# Office hours: a silicon nitride field plate on a GaN Schottky diode

**Student:** Here is the problem. I have numbers, and I distrust half of them.

> A vertical Schottky diode sits on c-plane wurtzite GaN at 300 K. The anode metal climbs onto a Si$_3$N$_4$ film of thickness $t$ and overhangs the contact edge by 20 µm, with air above. Compiled values for GaN: static relative permittivity along c, 10.4 (Ioffe Institute); band gap 3.44 eV (Wing 2021). Assumed inputs: uniform donor density $N = 1.0\times10^{22}\ \mathrm{m^{-3}}$; drift layer 20 µm thick; critical field of a plane junction at this doping $E_c = 3.0\times10^{8}$ V/m; one effective ionisation coefficient $\alpha = AE^{7}$; nitride relative permittivity 7.5; $t = 1.0$ µm; allowed long-term nitride field $3.5\times10^{8}$ V/m; no net charge in the nitride or at its interface.
>
> (a) Find the depletion width $W$ and the voltage $BV_{pp}$ at plane avalanche breakdown. (b) Find the avalanche limit and the nitride field under the flat part of the plate, and the voltage at which the nitride reaches its allowed field. (c) Find the equivalent junction radius of the plate edge and the edge breakdown voltage by the cylindrical rule. (d) Judge the rule.

**Lecturer:** Conventions first. $V$ is the magnitude of the reverse bias, $z$ runs along c from the GaN up to the metal, and fields are magnitudes directed toward the anode. $\varepsilon_s$ and $\varepsilon_d$ are the absolute permittivities of GaN and nitride. We use the depletion approximation, drop barrier and flat-band voltages, typically about 1 V, and carry intermediate values unrounded.

## (a) The plane junction

**Student:** Gauss's law makes the field fall linearly from $E_c$ at the metal to zero at depth $W$. With $\varepsilon_s = 10.4\,\varepsilon_0 = 9.208\times10^{-11}$ F/m,

$$W = \frac{\varepsilon_s E_c}{qN} = \frac{(9.208\times10^{-11}\ \mathrm{F/m})(3.0\times10^{8}\ \mathrm{V/m})}{(1.602\times10^{-19}\ \mathrm{C})(1.0\times10^{22}\ \mathrm{m^{-3}})} = 17.24\ \mu\mathrm{m}.$$

The voltage is the area of the triangle, $BV_{pp} = \tfrac12 E_c W = 2586$ V, so about 2.6 kV. $W$ fits inside the 20 µm layer, so there is no punch-through.

## (b) Under the flat plate

**Lecturer:** Now put the nitride in series. A pillbox across the interface gives $\varepsilon_d E_d = \varepsilon_s E_s + \sigma$, where $E_s$ is the GaN surface field and $\sigma$ the net sheet charge. For $\sigma = 0$ define

$$k = \frac{\varepsilon_s}{\varepsilon_d} = \frac{10.4}{7.5} = 1.387, \qquad E_d = kE_s .$$

The charge-free nitride has a uniform field and drops $E_d t = E_s\,(kt)$. That is the drop across a charge-free slab with the permittivity of GaN and thickness $kt$, and this is the whole content of the equivalent thickness.

**Student:** The GaN below avalanches when $E_s = E_c$, with the same triangle as before. So

$$V_{\rm flat} = BV_{pp} + kE_c t = 2586\ \mathrm{V} + (4.16\times10^{8}\ \mathrm{V/m})(1.0\times10^{-6}\ \mathrm{m}) = 2586\ \mathrm{V} + 416\ \mathrm{V} \approx 3.0\ \mathrm{kV}.$$

First objection: this is a metal-insulator-semiconductor capacitor. It should invert, and then the surface potential sticks at a few volts.

**Lecturer:** If it did, the nitride would carry nearly everything, $1.0\times10^{9}$ V/m at 1.0 kV. Inversion needs holes. The intrinsic density carries the factor $\exp(-E_g/2k_BT) = e^{-66.5} = 1.3\times10^{-29}$, so thermal generation in the dark is negligible. Holes that do appear can run along the interface to the negative anode. The surface stays in deep depletion, unless holes get trapped at the interface.

**Student:** Then the plate raises the diode rating to 3.0 kV.

**Lecturer:** No. The bare contact is in parallel and avalanches at 2.6 kV. The result says only that the GaN under the flat plate is never the first to avalanche. The nitride is another matter, because $4.16\times10^{8}$ V/m exceeds the allowed field.

**Student:** Setting $E_d = 3.5\times10^{8}$ V/m gives $E_s = E_d/k = 2.52\times10^{8}$ V/m. The GaN voltage $\varepsilon_s E_s^2/2qN$ scales as $E_s^2$:

$$V = BV_{pp}\left(\frac{E_s}{E_c}\right)^2 + E_d t = 1.83\ \mathrm{kV} + 0.35\ \mathrm{kV} = 2.18\ \mathrm{kV}.$$

Second objection: c-plane GaN is polar. How can $\sigma$ vanish?

**Lecturer:** It is the boldest assumption on the sheet. The displacement at breakdown is $\varepsilon_s E_c = 0.0276$ C/m². The spontaneous polarisation leaves on the Ga face a negative bound charge of typical magnitude 0.03 C/m², just as large. With $\varepsilon_d = 6.64\times10^{-11}$ F/m it would, uncompensated, lower $E_d$ by $4.5\times10^{8}$ V/m and cancel the whole nitride field. Positive interface charge normally compensates most of it, and $\sigma$ is the remainder. Each net $10^{16}$ elementary charges per m² shift $E_d$ by $0.24\times10^{8}$ V/m and the nitride drop by 24 V.

## (c) The plate edge

**Lecturer:** The design rule argues as follows. In the equivalent picture the metal edge lies a distance $kt$ from the nearest avalanching material, so the equipotentials entering the GaN curve on that scale. Replace the edge by a cylindrical one-sided junction of radius

$$r_j = \frac{\varepsilon_s}{\varepsilon_d}\,t = 1.39\ \mu\mathrm{m}.$$

For SiO$_2$ on Si, with typical relative permittivities 3.9 and 11.7, the factor is 3.0. Nitride on GaN gives less than half of that radius per unit thickness.

**Student:** For a cylinder depleted from $r_j$ to $r_d$, Gauss's law with $E(r_d) = 0$ gives

$$E(r) = \frac{qN}{2\varepsilon_s}\,\frac{r_d^2 - r^2}{r}, \qquad V = \frac{qN}{2\varepsilon_s}\left[r_d^2\ln\frac{r_d}{r_j} - \frac{r_d^2 - r_j^2}{2}\right].$$

I set the peak field $E_m = E(r_j)$ equal to $E_c$.

**Lecturer:** Too strict. Breakdown is $\int\alpha\,dr = 1$, and a short path tolerates a higher peak. For the plane, $A E_c^7\int_0^W(1 - s/W)^7ds = AE_c^7W/8 = 1$, with $s$ the depth. For the cylinder the integral is dominated by $r$ near $r_j$, where $E \approx E_m r_j/r$, and it gives $AE_m^7r_j/6 = 1$. Eliminate $A$, with $\xi = r_j/W = 0.0804$:

$$m \equiv \frac{E_m}{E_c} = \left(\frac{3}{4\xi}\right)^{1/7} = 1.376, \qquad E_m = 4.13\times10^{8}\ \mathrm{V/m}.$$

**Student:** Since $qN/\varepsilon_s = E_c/W$, the peak-field condition becomes $r_d^2/W^2 = \xi^2 + 2\xi m = 0.2277$. So $r_d = 8.23$ µm and $\ln(r_d/r_j) = 1.781$. Dividing $V$ by $BV_{pp} = qNW^2/2\varepsilon_s$,

$$\frac{V_{\rm cyl}}{BV_{pp}} = (\xi^2 + 2\xi m)\ln\frac{r_d}{r_j} - \xi m = 0.2277\times1.781 - 0.1106 = 0.295,$$

and $V_{\rm cyl} = 0.295\times2586\ \mathrm{V} = 0.76$ kV. What does the $1/r$ shortcut cost?

**Lecturer:** Little. With the full $E(r)$ in the ionisation integral, $m = 1.394$ and $V_{\rm cyl} = 0.78$ kV, a rise of 2 per cent. We also treated GaN as isotropic, although its permittivity across c, typically 9.5, is 9 per cent lower. The interface condition puts the nitride field at the edge at $kE_m = 5.7\times10^{8}$ V/m, well over the allowed value.

## (d) How far the rule holds

**Student:** Now my main complaint. Continuity of $D$ concerns the normal component, and at an edge the field bends. The equivalence can't be exact there.

**Lecturer:** It isn't, and we can see what breaks. Stretch the nitride by $z' = kz$. The interface condition $\varepsilon_d\,\partial_z\phi = \varepsilon_s\,\partial_{z'}\phi$ now looks like GaN on GaN. Laplace's equation, however, becomes

$$\frac{1}{k^2}\,\partial_x^2\phi + \partial_{z'}^2\phi = 0 .$$

The exact equivalent is an anisotropic slab, with $\varepsilon_s$ vertically and $\varepsilon_s/k^2$ laterally. Here $k^2 = 1.92$, so the lateral relative permittivity is 5.4 in place of 10.4.

**Student:** How much does that matter?

**Lecturer:** Impose a ripple $\phi_0\cos\kappa x$ on the interface under the plate, which is an equipotential. In the film $\phi = \phi_0\cos\kappa x\,\sinh\kappa(t - z)/\sinh\kappa t$, and the displacement amplitude at the interface is $\varepsilon_d\,\kappa\coth(\kappa t)\,\phi_0$. The isotropic substitute gives $\varepsilon_s\,\kappa\coth(k\kappa t)\,\phi_0$. Both tend to $\varepsilon_d\phi_0/t$ as $\kappa\to0$, with relative corrections $(\kappa t)^2/3$ and $(k\kappa t)^2/3$. An edge has structure at $\kappa t\approx1$, where the ratio of substitute to film is $k\coth k/\coth 1 = 1.20$. For $k = 3.0$ it is 2.3, so the small contrast of nitride on GaN makes this step comparatively safe.

**Student:** Then a second hole. In (b) the nitride took part of the voltage. In (c) the cylinder surface sits at anode potential, and the nitride takes none.

**Lecturer:** That omission is large. A uniform field $kE_m$ across the film drops $E_m r_j = 0.57$ kV, which is 75 per cent of $V_{\rm cyl}$. Adding it gives 1.3 kV, though that sum mixes two geometries and is no solution of anything. Here is how the terms move with thickness.

| $t$ (µm) | $r_j$ (µm) | $V_{\rm cyl}$ (kV) | omitted $E_mr_j$ (kV) | $V_{\rm flat}$ (kV) |
|---|---|---|---|---|
| 0.5 | 0.69 | 0.54 | 0.32 | 2.8 |
| 1.0 | 1.39 | 0.76 | 0.57 | 3.0 |
| 2.0 | 2.77 | 1.0 | 1.0 | 3.4 |

**Student:** So is there any exact case against which to test the cylinder?

**Lecturer:** A charge-free one. Take a thin semi-infinite plate along $x<0$, $y = 0$, a distance $H$ above a conducting plane, with voltage $V$ between them and uniform permittivity $\varepsilon_s$. Neglect the permittivity of air, so no normal field crosses the exposed surface $y = 0$, $x>0$. With $\zeta = x + iy$, the analytic function

$$\mathcal{E}(\zeta) = \frac{V/H}{\sqrt{1 - e^{\pi\zeta/H}}}$$

has the normal field as real part and the tangential field as imaginary part. It is real on the plate and on the plane $y = -H$, imaginary on the exposed surface, tends to $V/H$ deep under the plate, and decays far outside. The GaN surface is the line $y = -r_j$. With $p = e^{\pi x/H}$ and $\theta = \pi r_j/H < \pi/2$, the quantity $|1 - pe^{-i\theta}|^2 = 1 - 2p\cos\theta + p^2$ is least at $p = \cos\theta$, where it equals $\sin^2\theta$. Hence

$$E_{\max} = \frac{V/H}{\sqrt{\sin(\pi r_j/H)}} .$$

**Student:** The charge-free cylinder between $r_j$ and $H$ has $E = V/[r_j\ln(H/r_j)]$. Take $H = r_d$, so $r_j/H = 0.1685$ and $\sin\theta = 0.505$. In units of $V/H$ the plate gives 1.41 and the cylinder 3.33. The rule overstates the GaN field by a factor 2.4.

**Lecturer:** In this test, yes. The test has no space charge, a fixed lower boundary and an isotropic layer, so don't multiply 0.76 kV by 2.4. Take from it the direction: for avalanche in the GaN the rule is pessimistic, and it fixes the length scale $kt$ better than the voltage. For the nitride it is optimistic. Near the edge $|\mathcal{E}| \approx (V/H)\sqrt{H/\pi\varrho}$ at distance $\varrho$, which diverges, so the peak nitride field depends on how the metal corner is rounded.

**Student:** Then I would use a thicker film, or SiO$_2$, to enlarge $r_j$.

**Lecturer:** The same $k$ sets $r_j/t$ and $E_d/E_s$. Oxide on GaN has $k = 2.67$, and its field at $E_s = E_c$ is $8.0\times10^{8}$ V/m. A thick film has its own price. The GaN surface under the plate departs from anode potential by $kE_st$, so the plate loses its grip and crowding returns at the inner edge, where the metal leaves the GaN. The overhang must also be comparable to the depletion width or longer, as 20 µm against 17.24 µm is, for the two edges to act separately.

**Student:** So what do I report?

**Lecturer:** The model's numbers, for the assumed inputs: $W = 17$ µm and $BV_{pp} = 2.6$ kV; $V_{\rm flat} = 3.0$ kV with $4.2\times10^{8}$ V/m in the nitride; the allowed nitride field reached under the flat plate at 2.2 kV; $r_j = 1.4$ µm and $V_{\rm cyl} \approx 0.8$ kV, with an omitted nitride drop of about 0.6 kV. As typical knowledge and not as a measurement, field-plated vertical GaN Schottky diodes near this doping block roughly 1 kV or less, so the plane and flat-plate limits lie more than twofold too high as ratings. Field-driven leakage over and through the Schottky barrier, which an avalanche model lacks, usually ends blocking long before the contact field reaches $E_c$.